**Q:** I have the energy of a hydrogen atom at a series of heights over a rigid TiAl surface. My reading is that one bond is being stretched. Pushed in, the atom should hit a hard wall; pulled out, the bond should soften and break.

Hydrogen above a rigid four-layer TiAl(101) slab (P4/mmm indices), surface cell 2.795 × 4.912 Å. Ansatz 0.2.0, PBEsol, plane-wave PAW, scalar-relativistic, no spin polarisation, cutoff 420 eV, k mesh 10×6×1, Gaussian smearing 0.1 eV, dipole correction. Height counts from the highest slab atom, energy from the lowest point; positive force points outward.

| height (Å) | energy (eV) | force along normal (eV/Å) |
| --- | --- | --- |
| 0.381 | 0.478 | 1.490 |
| 0.631 | 0.155 | 1.004 |
| 0.931 | 0.000 | -0.003 |
| 1.231 | 0.157 | -1.007 |
| 1.631 | 0.751 | -1.845 |
| 2.131 | 1.743 | -1.978 |
| 2.931 | 3.023 | -1.120 |
| 3.931 | 3.651 | -0.269 |

**A:** Test that on the forces next to the energy minimum. Height is counted from the topmost slab atom, and a positive force along normal pushes hydrogen outward. How do the forces compare 0.3 Å below and 0.3 Å above the minimum?

**Q:** They are 1.004 and −1.007 eV/Å, practically the same size. Further in, at 0.381 Å, the push is 1.49 eV/Å, while a spring with the stiffness found at the minimum would give 1.84. So the inward side is softer than a spring. Where is my wall?

**A:** Your picture needs one. The usual curve for a single bond is the Morse curve, which steepens on compression and flattens on stretching. If height were the bond length, the push at 0.3 Å inward would exceed the pull at 0.3 Å outward for any choice of its constants. Fitted to the energies of all eight rows, it makes the push 1.7 times the pull, and at the lowest height it predicts 3.7 eV/Å, more than twice the computed push.

**Q:** Then perhaps the long-range part is the key. A charged atom in front of a metal is attracted by its own image. For one elementary charge at 3.931 Å that gives a pull of 0.23 eV/Å, and the table has 0.27. That looks convincing.

**A:** It does, until you take the row before it. Between 2.931 and 3.931 Å the computed pull drops by a factor of 4.2, whereas an image force counted from the top atoms drops by only 1.8. Moving the image plane outward to about 2 Å matches that ratio, but a unit charge would then be pulled about four times as hard as your 0.23, so the agreement in size is gone. Your law is also the one for a lone charge. In this cell hydrogen repeats every 2.795 Å by 4.912 Å, and a fixed charge repeated that densely is expected to act like a charged sheet, whose pull hardly changes with height. The agreement at one height is therefore no evidence for an image force.

**Q:** So what gives a soft inward side and a fading pull at once?

**A:** Look at where the atom sits. At the minimum its nearest neighbour is 1.88 Å away, though it is only 0.931 Å above the top layer, so its bonds lean strongly. Three atoms lie within 15 % of that distance, and the sideways distance it implies, 1.63 Å, is that of a threefold hollow in this close-packed layer. Only the height was relaxed, and a sideways force of 0.154 eV/Å remains, so the atom is near the best point of the hollow but not on it. Hydrogen is held over a gap between atoms, not on top of one.

Now take the two limits. Far out, the three bonds point almost along the normal, and lifting the atom simply stretches them. In the plane of the top atoms the bonds lie flat: however compressed they are, these three neighbours push sideways and not up. Moving inward therefore compresses the bonds but also turns their force away from the normal, and the second effect offsets the hardening you expected.

**Q:** Does anything besides the curve show this turning?

**A:** The forces on the slab atoms do. At the lowest height two of them are pushed in opposite sideways directions, by 0.89 and 0.84 eV/Å; at the minimum both forces are below 0.2. That is what an atom entering a gap should do. One of the two is also pushed down about as hard as sideways, where forces along the bonds would give at most about half as much, so the force doesn't follow the bonds exactly. In a real surface those atoms would give way, so the rigid slab makes the inward side too stiff, if anything.

**Q:** How do I put the leaning bonds into a formula?

**A:** Keep the Morse curve, but write it in the bond length R instead of the height h. With the sideways distance b fixed, R = √(b² + h²), and

E = D [1 − exp(−s(R − R₀))]²

Here R₀ = 1.88 Å is the bond length at the minimum, D is the depth of the curve for all three bonds together, and s sets how quickly they weaken. The slope with height is the slope with bond length times h/R, the share of the bond force that points along the normal. If b were zero, with hydrogen directly above an atom, this would be your first picture again, wall included.

**Q:** Can we try it on the row with the strongest pull, at 2.131 Å?

**A:** The bond length is √(1.633² + 2.131²) = 2.685 Å, a stretch of 0.805 Å. The fit to all eight energies gives D = 3.961 eV and s = 1.375 per Å, so the exponential is exp(−1.375 × 0.805) = 0.331.

The pull along the bonds is 2 × 3.961 × 1.375 × (1 − 0.331) × 0.331 = 2.41 eV/Å. The share along the normal is 2.131/2.685 = 0.794, which leaves 1.91 eV/Å. The computed pull is 1.98, about 3 % more. This row's energy was in the fit but its force was not, so we have checked the slope of a fitted curve, not made an independent prediction.

**Q:** And the rise and fall of the pull?

**A:** Two things happen as the atom leaves. The bonds first pull harder as they stretch and then weaken, as hydrogen's electrons overlap less with those of the metal. Meanwhile they turn upright, so more of their force counts. The pull grows while both work together and fades once the weakening wins.

**Q:** Is the case settled, then?

**A:** Between the two Morse curves, yes. Each has two fitted constants, and the one in bond length has a typical force error of 0.17 eV/Å against 0.87 for the one in height; the output below gives the rows. It overdoes the softening, though. Its push at 0.3 Å inward is 0.857 of the pull at 0.3 Å outward, where the computed ratio is 0.997. Over the two lowest heights its push has nearly levelled off, from 0.91 to 1.05 eV/Å, while the computed one climbs from 1.004 to 1.49, so the model ends about 30 % too low. The sideways distance b was taken from the geometry and not fitted, so the fit does not test its size. The model leaves out the deeper layers and treats titanium and aluminium alike. For the weak push, the forces on the slab atoms hint that both matter: the second layer takes up part of the push, and the two top atoms share the rest far more unequally than three equal bonds would. The model also misses in the last row, where its pull is 0.37 eV/Å against the computed 0.27.

**Q:** For a process estimate, may I use the last energy, 3.65 eV, as the cost of removing hydrogen?

**A:** No. The surface is still pulling at that height, so the energy has not levelled off. Against that, the calculation leaves out spin, which puts a free hydrogen atom too high by roughly 1 eV. Hydrogen also repeats every 2.795 Å along the surface, so this is a dense row being lifted and not a lone atom, and the spin error of such a row is expected to be smaller than that of the free atom.

**Q:** Could the missing spin have produced the good fit?

**A:** No run with spin was made, but it is expected to affect the depth more than the shape near the surface. Fitted without the two farthest rows, the same model gives D = 3.5 eV instead of 4.0, and the computed energies of those rows then lie 0.24 and 0.35 eV above the curve. That is the direction in which missing spin would shift them, though extending a curve so far carries an error of its own. So take the leaning bonds as the likely reason the wall is missing, not as the whole shape of the inward side, and don't read D as a binding energy.

Output of the analysis:

```
fit of energy on 8 rows: coefficient of (1 - exp(-s*lift))**2 5.515 +/- 0.27, s 0.6083; rms 0.216, worst 0.381 0.393, leave-one-out rms 0.576
fit of energy on 8 rows: coefficient of (1 - exp(-s*stretch))**2 3.961 +/- 0.029, s 1.375; rms 0.0322, worst 0.381 -0.068, leave-one-out rms 0.0459
fit of energy on 6 rows (height < 2.5): coefficient of (1 - exp(-s*stretch))**2 3.495 +/- 0.048, s 1.51; rms 0.0223, worst 1.631 0.0415, leave-one-out rms 0.0865
  rows outside the fit (model, value, miss): 2.931 2.783, 3.023, -0.24; 3.931 3.305, 3.651, -0.346
Model energies (eV) and forces (eV/A):
    row  E_height_Morse  E_hollow_Morse  F_computed  F_spring  F_height_Morse  F_hollow_Morse
  0.381          0.8707            0.41        1.49     1.843           3.725           1.052
  0.631          0.2211          0.1493       1.004     1.006           1.612          0.9102
  0.931               0       1.953e-31      -0.003         0               0       1.198e-15
  1.231          0.1535          0.1636      -1.007    -1.006         -0.9325          -1.062
  1.631          0.6631          0.7843      -1.845    -2.346           -1.52          -1.901
  2.131            1.48           1.775      -1.978    -4.022          -1.675          -1.913
  2.931           2.731           2.988       -1.12    -6.703          -1.399          -1.087
  3.931            3.88           3.665      -0.269    -10.06         -0.9073         -0.3684
In-plane distance from H to its neighbours, from the bond length (A): 1.633
Same distance from the triangle of the close-packed layer (A): 1.626
Computed inward push over outward pull at 0.3 A from the minimum: 0.997
Same ratio, Morse curve in height: 1.729
Same ratio, Morse curve in bond length: 0.8574
Rms force error, Morse curve in height (eV/A): 0.87
Rms force error, Morse curve in bond length (eV/A): 0.1665
Computed pull at the last row but one over that at the last: 4.164
Same ratio for an image force counted from the top atoms: 1.799
Image force on a unit charge at the last row (eV/A): 0.233
Image force on a unit charge at the last row but one (eV/A): 0.419
Height of the image plane that would match the computed ratio (A): 1.97
```
